\section*{Premises and conventions}

I take one band of electrons in a volume $\mathcal V$, with energy $\xi_{\mathbf k}$ counted from the chemical potential, independent of spin and even in $\mathbf k$. There is no magnetic field, pairs carry zero total momentum, and the interaction is instantaneous, real and spin independent, with $V(\mathbf k,\mathbf k')=V(\mathbf k',\mathbf k)=V(-\mathbf k,-\mathbf k')$:
\begin{equation}
H=\sum_{\mathbf k\alpha}\xi_{\mathbf k}c^\dagger_{\mathbf k\alpha}c_{\mathbf k\alpha}
+\frac{1}{2\mathcal V}\sum_{\mathbf k\mathbf k'\alpha\beta}V(\mathbf k,\mathbf k')\,c^\dagger_{\mathbf k\alpha}c^\dagger_{-\mathbf k\beta}c_{-\mathbf k'\beta}c_{\mathbf k'\alpha}.
\end{equation}
Spin indices run over $(\uparrow,\downarrow)$, the $\sigma_\mu$ are the standard Pauli matrices, $|\mathbf d|^2=\mathbf d\cdot\mathbf d^*$, and $\mathbf d\cdot\mathbf d$ carries no conjugation. I use two identities: $(\mathbf u\cdot\boldsymbol\sigma)(\mathbf w\cdot\boldsymbol\sigma)=\mathbf u\cdot\mathbf w+i(\mathbf u\times\mathbf w)\cdot\boldsymbol\sigma$, which holds for complex vectors because it is bilinear, and $i\sigma_y\,\boldsymbol\sigma^T=-\boldsymbol\sigma\,i\sigma_y$ with $\boldsymbol\sigma^T=\boldsymbol\sigma^*$.

I define the pair amplitude and the gap matrix,
\begin{equation}
b_{\alpha\beta}(\mathbf k)=\langle c_{-\mathbf k\beta}c_{\mathbf k\alpha}\rangle,\qquad
\Delta_{\alpha\beta}(\mathbf k)=\frac1{\mathcal V}\sum_{\mathbf k'}V(\mathbf k,\mathbf k')\,b_{\alpha\beta}(\mathbf k'),
\label{def}
\end{equation}
write each pair operator as its mean plus a fluctuation, and drop the product of two fluctuations. Hartree and Fock shifts are taken as included in $\xi_{\mathbf k}$. With $\Psi_{\mathbf k}=(c_{\mathbf k\uparrow},c_{\mathbf k\downarrow},c^\dagger_{-\mathbf k\uparrow},c^\dagger_{-\mathbf k\downarrow})^T$,
\begin{equation}
H_{\rm MF}=\frac12\sum_{\mathbf k}\Psi^\dagger_{\mathbf k}\mathcal H_{\mathbf k}\Psi_{\mathbf k}+\sum_{\mathbf k}\xi_{\mathbf k}-\frac12\sum_{\mathbf k}{\rm tr}\,\Delta b^\dagger,\qquad
\mathcal H_{\mathbf k}=\begin{pmatrix}\xi&\Delta\\ \Delta^\dagger&-\xi\end{pmatrix}.
\label{bdg}
\end{equation}
The constant $\sum\xi_{\mathbf k}$ comes from reordering $c_{-\mathbf k}c^\dagger_{-\mathbf k}$ in the lower block, two spins times one half, and writing that block as $-\xi_{\mathbf k}$ uses $\xi_{-\mathbf k}=\xi_{\mathbf k}$.

\section*{Antisymmetry and the d-vector}

Annihilation operators anticommute, so $b_{\beta\alpha}(-\mathbf k)=\langle c_{\mathbf k\alpha}c_{-\mathbf k\beta}\rangle=-b_{\alpha\beta}(\mathbf k)$. I insert this in (\ref{def}) written for $\Delta_{\beta\alpha}(-\mathbf k)$, rename $\mathbf k'\to-\mathbf k'$ and use $V(-\mathbf k,-\mathbf k')=V(\mathbf k,\mathbf k')$:
\begin{equation}
\Delta^T(-\mathbf k)=-\Delta(\mathbf k).
\label{anti}
\end{equation}
The matrices $1,\sigma_x,\sigma_y,\sigma_z$ span all complex $2\times2$ matrices and $i\sigma_y$ is invertible, so without loss of generality
\begin{equation}
\Delta=[\psi+\mathbf d\cdot\boldsymbol\sigma]\,i\sigma_y=\begin{pmatrix}-d_x+id_y&d_z+\psi\\ d_z-\psi&d_x+id_y\end{pmatrix}.
\label{dvec}
\end{equation}
The $\psi$ part is antisymmetric in the spin indices and the $\mathbf d$ part symmetric. Transposing and comparing the four independent coefficients in (\ref{anti}) gives
\begin{equation}
\psi(-\mathbf k)=\psi(\mathbf k),\qquad \mathbf d(-\mathbf k)=-\mathbf d(\mathbf k).
\end{equation}

The factor $i\sigma_y$ makes spin rotations simple. A two-spinor transforms as $\Delta\to U\Delta U^T$ with $U=\cos\frac\vartheta2-i\sin\frac\vartheta2\,\mathbf n\cdot\boldsymbol\sigma$. The second identity gives $i\sigma_yU^T=U^\dagger i\sigma_y$, hence $\Delta\to[\psi+U\,\mathbf d\cdot\boldsymbol\sigma\,U^\dagger]i\sigma_y$. So $\psi$ is a scalar (singlet) and $\mathbf d$ rotates as a vector (triplet). The total spin along a unit vector $\mathbf n$ acts on the triplet part as
\begin{equation}
\frac\hbar2\left[\mathbf n\cdot\boldsymbol\sigma\,\Delta+\Delta\,\mathbf n\cdot\boldsymbol\sigma^T\right]=\frac\hbar2[\mathbf n\cdot\boldsymbol\sigma,\mathbf d\cdot\boldsymbol\sigma]\,i\sigma_y=\hbar\,(i\,\mathbf n\times\mathbf d)\cdot\boldsymbol\sigma\,i\sigma_y .
\end{equation}
For $\mathbf d$ real up to a phase this vanishes at $\mathbf n\parallel\mathbf d$: the pair has zero spin projection along $\mathbf d$. In general the mean spin of the two-spinor $\Delta(\mathbf k)$ is $\hbar\,\mathbf d^*\cdot(i\,\mathbf n\times\mathbf d)/|\mathbf d|^2$, and a cyclic shift of the triple product turns this into
\begin{equation}
\langle\mathbf S\rangle_{\rm pair}=\hbar\,\frac{\mathbf q}{|\mathbf d|^2},\qquad \mathbf q=i\,\mathbf d\times\mathbf d^*.
\label{spin}
\end{equation}

\section*{The product $\Delta\Delta^\dagger$}

Since $i\sigma_y(i\sigma_y)^\dagger=1$, the first identity gives
\begin{equation}
\Delta\Delta^\dagger=|\psi|^2+|\mathbf d|^2+\left[\mathbf q+2\,{\rm Re}(\psi^*\mathbf d)\right]\cdot\boldsymbol\sigma .
\label{mixed}
\end{equation}
Under my premises the linearised gap equation conserves parity, so even and odd solutions have in general different transition temperatures. From here on I set $\psi=0$:
\begin{equation}
\Delta\Delta^\dagger=|\mathbf d|^2+\mathbf q\cdot\boldsymbol\sigma .
\label{prod}
\end{equation}
With $\mathbf d=\mathbf a+i\mathbf a'$ and real $\mathbf a,\mathbf a'$, I find $\mathbf d\times\mathbf d^*=-2i\,\mathbf a\times\mathbf a'$, so $\mathbf q=2\,\mathbf a\times\mathbf a'$. Thus $\mathbf q$ is real, even in $\mathbf k$, unchanged by a phase of $\mathbf d$, and $\mathbf q\cdot\mathbf d=0$. From $|\mathbf d|^2=a^2+a'^2$ and $\mathbf d\cdot\mathbf d=a^2-a'^2+2i\,\mathbf a\cdot\mathbf a'$,
\begin{equation}
|\mathbf d|^4-|\mathbf d\cdot\mathbf d|^2=4a^2a'^2-4(\mathbf a\cdot\mathbf a')^2=|\mathbf q|^2 ,
\label{bound}
\end{equation}
so $0\le|\mathbf q|\le|\mathbf d|^2$. A state is unitary when $\mathbf q=0$ for all $\mathbf k$, because $\Delta$ is then $|\mathbf d|$ times a unitary matrix; this means $\mathbf a\parallel\mathbf a'$, a real vector times a phase that may depend on $\mathbf k$. Otherwise it is nonunitary. Time reversal would require the spin (\ref{spin}) at $-\mathbf k$ to be opposite to that at $\mathbf k$, while $\mathbf q$ is even, so a nonunitary state breaks time reversal. The converse fails: $\mathbf d\propto\hat{\mathbf z}(k_x+ik_y)$ is unitary and carries orbital angular momentum.

\section*{Quasiparticle spectrum}

Let $\chi_\pm$ be the orthonormal eigenspinors of $\hat{\mathbf q}\cdot\boldsymbol\sigma$ with eigenvalues $\pm1$ (any orthonormal pair if $\mathbf q=0$). By (\ref{prod}), $\Delta\Delta^\dagger\chi_s=D_s^2\chi_s$ with $D_\pm^2=|\mathbf d|^2\pm|\mathbf q|\ge0$. For $D_s>0$ I set $\phi_s=\Delta^\dagger\chi_s/D_s$. Then $\phi_s^\dagger\phi_{s'}=\chi_s^\dagger\Delta\Delta^\dagger\chi_{s'}/D_sD_{s'}=\delta_{ss'}$, and $\Delta\phi_s=D_s\chi_s$. The plane spanned by the four-columns $(\chi_s,0)$ and $(0,\phi_s)$ is therefore invariant under $\mathcal H$, the two planes are orthogonal, and within each one
\begin{equation}
\mathcal H\to\begin{pmatrix}\xi&D_s\\ D_s&-\xi\end{pmatrix}.
\end{equation}
This matrix is traceless with determinant $-(\xi^2+D_s^2)$, so the four eigenvalues are $\pm E_+$ and $\pm E_-$, with
\begin{equation}
E_\pm(\mathbf k)=\sqrt{\xi_{\mathbf k}^2+|\mathbf d(\mathbf k)|^2\pm|\mathbf q(\mathbf k)|}.
\label{spec}
\end{equation}
The positive-energy column is $(u_s\chi_s,v_s\phi_s)$ with $u_s^2=\frac12(1+\xi/E_s)$, $v_s^2=\frac12(1-\xi/E_s)$ and $u_s,v_s\ge0$; its first row reads $v_sD_s=(E_s-\xi)u_s$. The electron part of the upper branch has spin along $\mathbf q$.

The factor $\frac12$ in (\ref{bdg}) still has to be accounted for. Let $\tau_x$ exchange the upper and lower halves of a column. Equation (\ref{anti}) gives $\mathcal H_{-\mathbf k}=-\tau_x\mathcal H^*_{\mathbf k}\tau_x$, and the components of $\Psi^\dagger_{-\mathbf k}$ are those of $\tau_x\Psi_{\mathbf k}$. The mode of energy $-E_s$ at $\mathbf k$ is therefore the adjoint $\gamma^\dagger_{-\mathbf ks}$ of a positive-energy mode at $-\mathbf k$, and $E_s(-\mathbf k)=E_s(\mathbf k)$. The first term of (\ref{bdg}) becomes $\sum_{\mathbf ks}E_s(\gamma^\dagger_{\mathbf ks}\gamma_{\mathbf ks}-\frac12)$: two fermionic branches per $\mathbf k$, degenerate exactly where $\mathbf q=0$.

The lower branch reaches zero when $\xi=0$ and $D_-=0$ hold together. By (\ref{bound}), $D_+D_-=|\mathbf d\cdot\mathbf d|=|\det\Delta|$, so for $\mathbf d\ne0$
\begin{equation}
D_-=0\iff|\mathbf q|=|\mathbf d|^2\iff\mathbf d\cdot\mathbf d=0\iff a=a',\ \mathbf a\perp\mathbf a'.
\label{node}
\end{equation}
There $\Delta^\dagger\chi_-=0$, the column $(\chi_-,0)$ is an eigenvector with eigenvalue $\xi$, and $E_-=|\xi|$: the electron with spin opposite to $\mathbf q$ is unpaired, while $D_+=\sqrt2\,|\mathbf d|$ and the pair spin (\ref{spin}) has its full length $\hbar$. As a test of sign, $\mathbf d=d_0(1,i,0)$ with real $d_0$ has $\mathbf q=2d_0^2\hat{\mathbf z}$, and (\ref{dvec}) gives $\Delta_{\uparrow\uparrow}=-2d_0$ as the only nonzero entry. Condition (\ref{node}) is two real equations on a two-dimensional Fermi surface, so it gives isolated points unless the form of $\mathbf d$ satisfies one or both identically.

\section*{Self-consistency}

The commutator is $[\Psi_{\mathbf k},H_{\rm MF}]=\mathcal H_{\mathbf k}\Psi_{\mathbf k}$, because the terms at $\mathbf k$ and $-\mathbf k$ contribute equally and cancel the $\frac12$. In equilibrium at temperature $T$ this gives $\langle\Psi\Psi^\dagger\rangle=1-f(\mathcal H)$, with $f$ the Fermi function, or
\begin{equation}
\langle\Psi\Psi^\dagger\rangle=\tfrac12+g(\mathcal H^2)\,\mathcal H,\qquad g(E^2)=\frac{\tanh(E/2k_BT)}{2E}.
\end{equation}
Because $\xi$ commutes with $\Delta$, $\mathcal H^2$ is block diagonal with upper block $\xi^2+\Delta\Delta^\dagger$, on which $g=g_s+g_a\hat{\mathbf q}\cdot\boldsymbol\sigma$ with $g_{s,a}=\frac12[g(E_+^2)\pm g(E_-^2)]$. The upper right block of $\langle\Psi\Psi^\dagger\rangle$ is $\langle c_{\mathbf k\alpha}c_{-\mathbf k\beta}\rangle=-b_{\alpha\beta}$, so $b=-(g_s+g_a\hat{\mathbf q}\cdot\boldsymbol\sigma)\Delta$. Since $\mathbf q\cdot\mathbf d=0$, the product generates no singlet part, and (\ref{def}) becomes
\begin{equation}
\mathbf d(\mathbf k)=-\frac1{\mathcal V}\sum_{\mathbf k'}V(\mathbf k,\mathbf k')\left[g_s\,\mathbf d+i\,g_a\,\hat{\mathbf q}\times\mathbf d\right]_{\mathbf k'}.
\label{gap}
\end{equation}
The upper left block gives the electron spin at $\mathbf k$ as $-\hbar\,\xi g_a\hat{\mathbf q}$. It is odd in $\xi$ when $\mathbf d$ depends on direction only, so for a constant density of states it sums to zero. The pair spin (\ref{spin}) is thus not the magnetisation, which needs electron-hole asymmetry.

\section*{The Balian--Werthamer state}

Now $\xi=\hbar^2k^2/2m-E_F$ with $E_F=\hbar^2k_F^2/2m$, and $N_0=mk_F/2\pi^2\hbar^2$ is the density of states per spin and volume. I choose $V=-3V_1\,\mathbf k\cdot\mathbf k'/k_F^2$ with $V_1>0$ for $|\xi|,|\xi'|<\epsilon_c$, and zero outside. Then (\ref{gap}) forces $d_\mu=A_{\mu i}k_i/k_F$ in the shell, with a complex $3\times3$ matrix $A$. The state of Balian and Werthamer (1963) has $A=\Delta_B\,1$ with real $\Delta_B$:
\begin{equation}
\mathbf d=\Delta_B\frac{\mathbf k}{k_F},\qquad
\Delta=\Delta_B\frac{k}{k_F}\begin{pmatrix}-\sin\theta\,e^{-i\varphi}&\cos\theta\\ \cos\theta&\sin\theta\,e^{i\varphi}\end{pmatrix},
\end{equation}
with $\theta,\varphi$ the polar angles of $\mathbf k$. It is real, so $\mathbf q=0$, $g_a=0$, and with $k^2/k_F^2=1+\xi/E_F$
\begin{equation}
E_\pm^2=\xi^2+\Delta_B^2\left(1+\frac{\xi}{E_F}\right)=\left(\xi+\frac{\Delta_B^2}{2E_F}\right)^2+\Delta_B^2\left(1-\frac{\Delta_B^2}{4E_F^2}\right).
\label{bw}
\end{equation}
The spectrum is isotropic, doubly degenerate and without nodes; $|\mathbf d\cdot\mathbf d|=|\mathbf d|^2$ is the limit of (\ref{bound}) opposite to (\ref{node}). The angular average $\langle\hat k_i\hat k_j\rangle=\delta_{ij}/3$ cancels the 3 in $V$, and (\ref{gap}) reduces to $1=V_1\mathcal V^{-1}\sum_{\mathbf k}(k/k_F)^2g(E^2)$. Dropping $\xi/E_F$ in the shell,
\begin{equation}
\frac1\lambda=\int_0^{\epsilon_c}d\xi\,\frac{\tanh(E/2k_BT)}{E},\qquad \lambda=N_0V_1,\quad E=\sqrt{\xi^2+\Delta_B^2}.
\end{equation}
At $T=0$, with $\Delta_0=\Delta_B(0)$, this is $1/\lambda={\rm arsinh}(\epsilon_c/\Delta_0)=\ln(2\epsilon_c/\Delta_0)+\Delta_0^2/4\epsilon_c^2+\dots$ At $T_c$, where $\Delta_B=0$, I integrate by parts and use $\int_0^\infty\ln x\,\cosh^{-2}x\,dx=\ln(\pi/4)-\gamma$ ($\gamma$ is Euler's constant), which gives $1/\lambda=\ln(2e^\gamma\epsilon_c/\pi k_BT_c)$ up to exponentially small terms. Equating the two,
\begin{equation}
\Delta_0=\pi e^{-\gamma}k_BT_c\left[1+\frac{\Delta_0^2}{4\epsilon_c^2}+\dots\right]\simeq1.764\,k_BT_c .
\end{equation}

I also want to know that this state is the lowest. Write $\Delta=M_ik_i/k_F$ with $M_i=A_{\mu i}\sigma_\mu i\sigma_y$. Equation (\ref{def}) reads $M_i=-(3V_1/\mathcal V)\sum_{\mathbf k}(k_i/k_F)\,b$, so the last term of (\ref{bdg}) equals $(\mathcal V/6V_1)\sum_i{\rm tr}\,M_iM_i^\dagger=\mathcal V\langle|\mathbf d|^2\rangle/V_1$, where $\langle|\mathbf d|^2\rangle=\frac13\sum|A_{\mu i}|^2$ is the average over the Fermi sphere. Up to a constant the grand potential is
\begin{equation}
\Omega(A)=\frac{\mathcal V}{V_1}\langle|\mathbf d|^2\rangle+\sum_{\mathbf ks}w(\xi^2+D_s^2),\qquad w(x)=-k_BT\ln\left[2\cosh\frac{\sqrt x}{2k_BT}\right].
\label{omega}
\end{equation}
The variation of the sum is $\langle\delta H_{\rm MF}\rangle=\frac12\sum_{\mathbf k}{\rm tr}\,\delta\Delta\,b^\dagger+{\rm c.c.}$, so stationarity of $\Omega(A)$ reproduces the equation for $M_i$, and the global minimum is the lowest solution. Here $w'(x)=-\frac12g(x)$ increases with $x$, since $\tanh y/y$ decreases ($\sinh2y>2y$), so $w$ is strictly convex. At fixed $\xi$ the mean of $D_s^2$ over both branches and all directions is $(k/k_F)^2\langle|\mathbf d|^2\rangle$, because $\pm|\mathbf q|$ cancels. Jensen's inequality then says that at fixed $\langle|\mathbf d|^2\rangle=\Delta_B^2$ the minimum requires one value of $D_s$ for both branches and all directions: $\mathbf q=0$ and $|A\hat{\mathbf k}|=\Delta_B$.

These conditions fix $A$. By (\ref{bound}) the quadratic form $Q=\mathbf k^TA^TA\mathbf k$ obeys $QQ^*=\Delta_B^4(\mathbf k\cdot\mathbf k)^2$ as a polynomial identity. The polynomial $k_x^2+k_y^2+k_z^2$ has no linear factor over the complex numbers, so unique factorisation gives $A^TA=\Delta_B^2e^{2i\Phi}1$. Put $A=\Delta_Be^{i\Phi}(O_1+iO_2)$ with real $O_1,O_2$. The real part of the trace of $e^{-2i\Phi}A^TA$ gives ${\rm tr}(O_1^TO_1-O_2^TO_2)=3$, the average of $|\mathbf d|^2$ gives ${\rm tr}(O_1^TO_1+O_2^TO_2)=3$, hence $O_2=0$ and $O_1$ is orthogonal. The minimum is the Balian--Werthamer state up to a phase and a rotation of spin relative to orbit.

\section*{A nonunitary deformation}

To see $\mathbf q$ at work I deform the state on the Fermi sphere, with $0\le\eta\le1$ and real $\Delta_\eta$:
\begin{equation}
\mathbf d=\Delta_\eta\left(\hat{\mathbf k}+i\eta\,\hat{\mathbf z}\times\hat{\mathbf k}\right),\qquad
\mathbf q=2\eta\Delta_\eta^2\left(\hat{\mathbf z}-\hat{\mathbf k}\cos\theta\right).
\end{equation}
In (\ref{dvec}) this multiplies $\Delta_{\uparrow\uparrow}$ by $1+\eta$ and $\Delta_{\downarrow\downarrow}$ by $1-\eta$. With $|\mathbf d|^2=\Delta_\eta^2(1+\eta^2\sin^2\theta)$ and $|\mathbf q|=2\eta\Delta_\eta^2\sin\theta$ the gaps are perfect squares,
\begin{equation}
D_\pm=\Delta_\eta p_\pm,\qquad p_\pm=1\pm\eta\sin\theta .
\end{equation}
Here $\mathbf a\perp\mathbf a'$ everywhere, so only $a=a'$ remains of (\ref{node}): the lower branch is gapped for $\eta<1$ and has a line node on the equator at $\eta=1$.

At $T=0$, $w=-E/2$. With $\int_{-\epsilon_c}^{\epsilon_c}(E-|\xi|)\,d\xi\simeq D^2[\ln(2\epsilon_c/D)+\frac12]$, $1/\lambda\simeq\ln(2\epsilon_c/\Delta_0)$ and $|\mathbf d|^2=\frac12\sum_sD_s^2$, equation (\ref{omega}) relative to the normal state is
\begin{equation}
\frac{\delta\Omega}{\mathcal VN_0}=\frac12\sum_s\left\langle D_s^2\left[\ln\frac{D_s}{\Delta_0}-\frac12\right]\right\rangle=\Delta_\eta^2\left[\mu\ln\frac{\Delta_\eta}{\Delta_0}+L-\frac\mu2\right],
\end{equation}
with $\mu=1+\frac23\eta^2$ and $L=\frac12\sum_s\langle p_s^2\ln p_s\rangle=\eta^2-\frac2{45}\eta^4-\dots$ The minimum over the amplitude lies at $\Delta_\eta=\Delta_0e^{-L/\mu}$, where $\delta\Omega/\mathcal V=-\frac12N_0\Delta_0^2\,\mu e^{-2L/\mu}$, and $\mu e^{-2L/\mu}=1-\frac43\eta^2+\dots$ The deformed state is a trial state that costs energy; it does not solve (\ref{gap}).

\section*{Range of validity}

Equations (\ref{anti}) and (\ref{dvec}) need only Fermi statistics, one band and an instantaneous interaction. With band indices or a frequency argument, a gap function odd in either reverses the assignment of parity to spin. Equation (\ref{spec}) holds for any triplet $\mathbf d(\mathbf k)$, self-consistent or not, provided $\xi$ is even and proportional to the unit matrix. With a singlet admixture $D_s^2$ must be read from (\ref{mixed}). Spin-orbit coupling in a crystal whose normal state has inversion and time-reversal symmetry keeps the band doubly degenerate, and (\ref{spec}) holds for the pseudospin, but the interaction is then spin dependent and the free rotation found above is lost.

A Zeeman term replaces $\xi$ by $\xi+\mathbf h\cdot\boldsymbol\sigma$ in the upper block and $-\xi$ by $-\xi-\mathbf h\cdot\boldsymbol\sigma^*$ in the lower, with $h=\mu_BB$ for a $g$-factor of 2. The off-diagonal block of $\mathcal H^2$ becomes $\mathbf h\cdot\boldsymbol\sigma\,\Delta-\Delta\,\mathbf h\cdot\boldsymbol\sigma^*=2\,\mathbf h\cdot\mathbf d\;i\sigma_y$, and (\ref{spec}) fails. In the isotropic state the positive energies at $\mathbf k\parallel\mathbf h$ are $E\pm h$ for $h<E$, a splitting that has nothing to do with $\mathbf q$.

The ratio 1.764 and the convexity argument further assume a fixed, purely $p$-wave, isotropic interaction with $k_BT_c\ll\epsilon_c\ll E_F$. Retardation, crystal anisotropy and any dependence of $V$ on the paired state are outside the model and can change the ordering of states. The terms in $\xi/E_F$ that I dropped are odd at first order; what survives in $\Delta_0/k_BT_c$ is of relative order $(\Delta_0/E_F)^2\ln(2\epsilon_c/\Delta_0)$. Mean-field theory needs $k_FL_0\gg1$ with the pair size $L_0=\hbar v_F/\pi\Delta_0$. Since $\mathbf d$ averages to zero over the Fermi sphere, elastic scattering off nonmagnetic impurities breaks pairs, and the mean free path must far exceed $L_0$.

\section*{Numerical illustration}

The inputs are illustrative and describe no particular material: $m=m_e$, $k_F=1.0\times10^{10}$ m$^{-1}$ (a typical metallic size), $T_c=1.5$ K and $\epsilon_c=k_B\times150$ K $=12.9$ meV. They give $E_F=6.10\times10^{-19}$ J $=3.81$ eV, $v_F=\hbar k_F/m=1.158\times10^6$ m/s, $N_0=4.150\times10^{46}$ J$^{-1}$m$^{-3}$ and $\lambda=0.211$. The model's gap is
\begin{equation}
\Delta_0=3.653\times10^{-23}\ {\rm J}=228\ \mu{\rm eV},
\end{equation}
so both branches have $E=228$ $\mu$eV at $\xi=0$ and $322$ $\mu$eV at $\xi=\Delta_0$ in every direction. The condensation energy is $\frac12N_0\Delta_0^2=27.7$ J/m$^3$, and equating it to $B_c^2/2\mu_0$ gives $B_c=8.3$ mT.

The neglected terms are small. The cutoff correction is $\Delta_0^2/4\epsilon_c^2=7.8\times10^{-5}$. With $\Delta_0/E_F=6.0\times10^{-5}$, equation (\ref{bw}) puts the minimum at $\xi=-6.8$ neV and lowers it by the fraction $\Delta_0^2/8E_F^2=4.5\times10^{-10}$; $|\mathbf d|$ changes by the fraction $\epsilon_c/2E_F=1.7\times10^{-3}$ at the edge of the shell, and the logarithmic term above is $1.7\times10^{-8}$. The pair size is $L_0=1.06$ $\mu$m, so $k_FL_0=1.06\times10^4$, and $\mu_BB_c/\Delta_0=2.1\times10^{-3}$.

For $\eta=0.2$, $\mu=1.0267$ and $L=0.0399$, so $\Delta_\eta=0.962\,\Delta_0=219$ $\mu$eV. At $\xi=0$:
\begin{center}
\begin{tabular}{cccc}
$\theta$&$E_+$ ($\mu$eV)&$E_-$ ($\mu$eV)&$|\mathbf q|/|\mathbf d|^2$\\ \hline
$0$&219&219&0\\
$\pi/4$&250&188&0.277\\
$\pi/2$&263&175&0.385
\end{tabular}
\end{center}
The deformed state keeps the fraction $\mu e^{-2L/\mu}=0.950$ of the condensation energy, so in this model it lies $1.4$ J/m$^3$ above the unitary isotropic state.